**Q:** The optical vibrations of boron arsenide at infinite wavelength lie near 700 cm⁻¹. Can I get the rest of the phonon curves from that one number, on paper?

**A:** You can get their averages, in most places to within a few per cent. Two fractions are worth remembering: at the zone boundary the acoustic vibrations average about one third of that top frequency, and the optical ones about nine tenths. The rule behind them needs the top frequency, the two atomic masses and one small correction.

**Q:** Averages over what?

**A:** Over the three acoustic branches, PHONON BRANCH 1 to 3, and separately over the three optical ones, 4 to 6. I mean the root-mean-square, because forces and masses fix squared frequencies. The table comes from a semi-empirical tight-binding calculation. The column heads speak of an "energy from the start of the scan", but that label is wrong: the entries are the vibrational frequencies themselves. The distance column follows the wave vector from G, where all cells move alike, through the special points X, W, L, K and U at the zone boundary, with a return to G at 3.368. A slash in the path marks a jump between two points.

Harmonic phonon branches of BAs (space group F-43m, cell as given), computed with tblite 0.8.0 at the GFN1-xTB level from 0.01 Å displacements in a 54-atom 3×3×3 supercell, with Γ-point sampling and an electronic temperature of 580.2 K. The path is G-X-W/K-G-L-U-W-L-K/U-X; distances include the factor 2π, and branches are numbered by rising frequency at each point.

```tsv
distance (1/Å)	PHONON BRANCH 1, energy from the start of the scan (cm⁻¹)	PHONON BRANCH 2, energy from the start of the scan (cm⁻¹)	PHONON BRANCH 3, energy from the start of the scan (cm⁻¹)	PHONON BRANCH 4, energy from the start of the scan (cm⁻¹)	PHONON BRANCH 5, energy from the start of the scan (cm⁻¹)	PHONON BRANCH 6, energy from the start of the scan (cm⁻¹)
0	0.00	0.00	0.0	711.0	711.0	711.0
0.2631	55.50	59.80	96.2	702.8	702.8	708.0
0.5261	105.70	116.20	175.5	678.5	681.0	700.9
0.7892	149.70	156.90	241.1	647.1	649.2	689.2
1.052	173.80	188.60	286.2	616.9	622.1	676.5
1.315	180.10	203.20	300.4	603.0	611.9	671.7
1.644	199.40	210.50	287.4	605.7	609.8	673.8
1.973	207.60	237.90	263.6	604.6	611.8	675.8
2.205	166.30	243.70	258.5	608.0	641.1	675.2
2.438	143.50	203.80	246.8	631.5	660.8	678.7
2.671	113.60	159.00	213.2	660.7	680.2	685.0
2.903	89.90	112.70	162.5	685.6	695.2	695.3
3.135	51.60	55.60	88.9	704.2	706.3	706.5
3.368	0.00	0.00	0.0	711.0	711.0	711.0
3.653	71.30	71.30	108.7	702.6	702.8	702.8
3.938	103.50	103.50	201.8	683.3	687.1	687.1
4.222	132.00	132.00	267.7	661.4	670.9	670.9
4.507	158.10	158.10	286.9	652.9	660.9	660.9
4.776	161.50	179.90	283.1	634.6	654.4	670.8
5.044	169.90	224.20	273.0	611.5	638.8	674.9
5.313	176.80	239.70	275.6	600.0	625.0	673.8
5.545	191.20	238.40	270.8	601.5	619.4	674.9
5.778	207.60	237.90	263.6	604.6	611.8	675.8
6.010	190.80	237.80	264.8	604.6	624.6	675.9
6.243	171.30	209.80	275.7	617.7	642.3	674.9
6.475	160.90	174.70	284.0	637.8	655.9	669.7
6.708	158.10	158.10	286.9	652.9	660.9	660.9
6.869	159.30	166.50	285.5	643.8	658.5	666.9
7.030	162.90	188.20	281.4	629.8	651.7	672.3
7.191	168.10	215.40	275.2	615.7	642.2	674.6
7.352	173.40	238.00	269.9	604.7	632.3	674.7
7.513	176.80	239.70	275.6	600.0	625.0	673.8
7.746	193.10	204.60	293.6	605.3	610.1	673.1
7.978	180.10	203.20	300.4	603.0	611.9	671.7
```

**Q:** Why should the acoustic average be a third of the top frequency?

**A:** Replace each B–As bond by a spring that is equally stiff in all directions. Let $K$ be the total stiffness of the four springs on an atom, $m$ the mass of boron and $M$ that of arsenic. In a wave of frequency $\omega$, boron moves by $u$ and arsenic by $v$:

$$m\omega^2u=K(u-gv),\qquad M\omega^2v=K(v-g^*u).$$

Here $g$ is the average phase factor of the four bonds. It tells how well an atom's four neighbours move in step.

**Q:** And at G they move exactly in step?

**A:** Yes, so $g=1$. One solution is a rigid shift with zero frequency, and the other is boron moving against arsenic, with $\Omega^2=K(1/m+1/M)$. This $\Omega$ is the top frequency, 711 cm⁻¹ in the table. For any other wave, write $x=\omega^2/\Omega^2$ and eliminate $u$ and $v$:

$$x^2-x+r^2F=0,\qquad r=\frac{\sqrt{mM}}{m+M},\qquad F=1-|g|^2.$$

The masses are about 11 and 75, which makes $r$ about 0.33. The product $r^2F$ is then small, the lower root is close to $r^2F$ itself, and

$$\omega_{\rm ac}\approx r\,\Omega\sqrt F.$$

**Q:** So $F$ holds all the dependence on the wave vector. How do I find it without a computer?

**A:** Compare the phases of the four bonds. Between G and X they form two pairs, and the phase difference $\varphi$ between the pairs grows from 0 to 180°, so $F=(1-\cos\varphi)/2$. Between G and L one bond falls out of step with the other three, and $F=\tfrac38(1-\cos\varphi)$. At X the phases cancel completely and $F=1$; at L three bonds outvote the fourth and $F=3/4$. Along the rest of the zone boundary on this path, $F$ stays between these two values, which is why the acoustic average changes little there.

**Q:** Let me try the row halfway from G to L, at distance 3.938. The phase difference is 90°, so $F=3/8$.

**A:** Then the acoustic estimate is

$$0.332\times711\times\sqrt{0.375}\approx145\ \text{cm}^{-1}.$$

The table has two branches at 103.5 and one at 201.8 cm⁻¹, with a root-mean-square of 144. The estimate is good for the triple, although no single branch lies near it.

**Q:** For the optical average, can I use the other root? The two roots add up to one.

**A:** You can, but it comes out up to 5.6% above the table's average. In the spring model, whatever the acoustic squares gain, the optical squares lose, so the sum of all six squared frequencies is the same for every wave. In the table that sum falls as one leaves G. Springs between boron and arsenic neighbours cannot cause this, even if they are stiffer along the bond than across it. Forces between atoms of the same element can, provided their stiffness is negative on balance; ordinary springs between them would raise the sum. When such forces are equal in all directions and link nearest atoms of one kind, their effect on the sum is again proportional to $F$.

**Q:** So one more number repairs it?

**A:** Yes. A least-squares fit to all rows of the table says that the sum drops by a fraction of about $0.094F$. Taking away the acoustic share, $r^2F=0.110F$, leaves

$$\omega_{\rm op}\approx\Omega\sqrt{1-0.204F}.$$

I would not read the fitted number as a measured force, nor carry it over to another compound. Of the waves in the table, only those at G fit exactly into the repeated cell of the calculation; the others are interpolated, and the interpolation may account for part of the drop.

**Q:** Then halfway to L I get $711\sqrt{1-0.204\times0.375}$, about 683 cm⁻¹.

**A:** The table's optical average there is 686. Now take X, at distance 1.315, where $F=1$ and there is hardly anything to compute. The acoustic estimate is 236 cm⁻¹ against 234 in the table.

**Q:** And the optical one is $711\sqrt{0.796}$, or 634 cm⁻¹.

**A:** Against 630. Both rows were part of the fit, so the optical agreement shows that one number suffices, not that the rule predicts. The acoustic estimate uses only the masses and the top frequency.

**Q:** Does it hold as well over the whole path?

**A:** The optical rule stays within 0.8% of the table's average in every row. The acoustic rule has a typical error of 2.2% away from G, and its worst is 8.6%, at the first step from G towards L. That row is itself doubtful. Elasticity theory requires the slope of the transverse branch towards L to lie between the two transverse slopes towards K, and here it is steeper than both. I would therefore take no sound velocities from this table, whether with the rule or without it.

**Q:** Would I do better by solving the quadratic equation exactly instead of taking the small root as $r^2F$?

**A:** No, the typical acoustic error would rise to 5.4%. The exact root is higher than the shortcut, while real bonds, stiffer along their length than across it, pull the acoustic average down, and same-element forces may do so too. The shortcut errs in the same direction as these neglected forces. That makes the better agreement plausible, but it is partly a cancellation of errors, and the table does not separate the contributions. The shortcut also needs unequal masses: for equal ones the model's exact root at $F=1$ is $0.71\,\Omega$, and the shortcut gives only $0.5\,\Omega$.

**Q:** Could I use the rule for a single branch?

**A:** Only as a rough guide. Away from G, single acoustic branches lie between 0.67 and 1.42 times the estimate, because a longitudinal wave strains the bonds differently from a transverse one. The table's own splittings need care as well. At X it lists 180.1 and 203.2 cm⁻¹ for two transverse branches that the symmetry of the crystal makes equal. Their difference is an artefact of the calculation, and averaging over the triple softens it without removing it.

**Q:** I ask because boron arsenide is considered for carrying heat away from chips. Does the gap between acoustic and optical branches matter there?

**A:** It does. Heat is carried mainly by acoustic phonons, and one way to scatter them is for two to merge into an optical one. This requires two acoustic frequencies to add up to an optical frequency, so a wide gap suppresses it. The wide gap follows from the masses: the heavy arsenic keeps the acoustic branches low, while the light boron keeps the optical ones high.

**Q:** By the rule, twice 236 falls well short of 634, so the merging is ruled out.

**A:** That is where averages mislead. The gap lies between the highest acoustic and the lowest optical branch, and it is 300 cm⁻¹ in the table, whereas the rule suggests 398. Twice the acoustic top exceeds the optical bottom by 0.8 cm⁻¹, far less than the false splitting at X. The wave vectors would have to match as well. The table thus leaves the merging undecided, and settling it takes a better-converged calculation with a more accurate method.

**Q:** What if the top frequency itself is off?

**A:** Then every estimate shifts in proportion. The 711 cm⁻¹ belongs to this method at a cell that was not relaxed with it, so the percentages measure agreement with the calculation, not with a real crystal. The printed output below lists the errors for both worked rows and for the whole path.

Numerical output:

```
fit of 1 - (ac**2 + op**2)/top**2 on 34 rows: coefficient of F 0.09386 +/- 0.0018; rms 0.008, worst 6.708 0.0147, leave-one-out rms 0.00829
Acoustic mass factor r: 0.3319
Coefficient of F in the squared optical rule: 0.204
F at X and halfway from G to L: 1, 0.3755
Acoustic rule at these two rows, 1/cm: 236, 144.6
Acoustic rms of the table at these two rows, 1/cm: 233.8, 143.9
Optical rule at these two rows, 1/cm: 634.3, 683.2
Optical rms of the table at these two rows, 1/cm: 629.6, 685.8
Acoustic rule error at these two rows, percent: 0.931, 0.4568
Optical rule error at these two rows, percent: 0.7527, -0.3803
Acoustic rule, rms error over rows away from G, percent: 2.156
Acoustic rule, largest error without sign, percent: 8.576
Full one-spring root for acoustic, rms error, percent: 5.375
Optical rule, largest error without sign, percent: 0.7527
Optical one-spring root without fitted number, largest error, percent: 5.573
Lowest single acoustic branch divided by rule, smallest ratio: 0.6667
Highest single acoustic branch divided by rule, largest ratio: 1.418
Gap between acoustic top and optical bottom in the table, 1/cm: 299.6
Gap suggested by the rule, 1/cm: 398.4
Twice the acoustic top less the optical bottom, 1/cm: 0.8
```
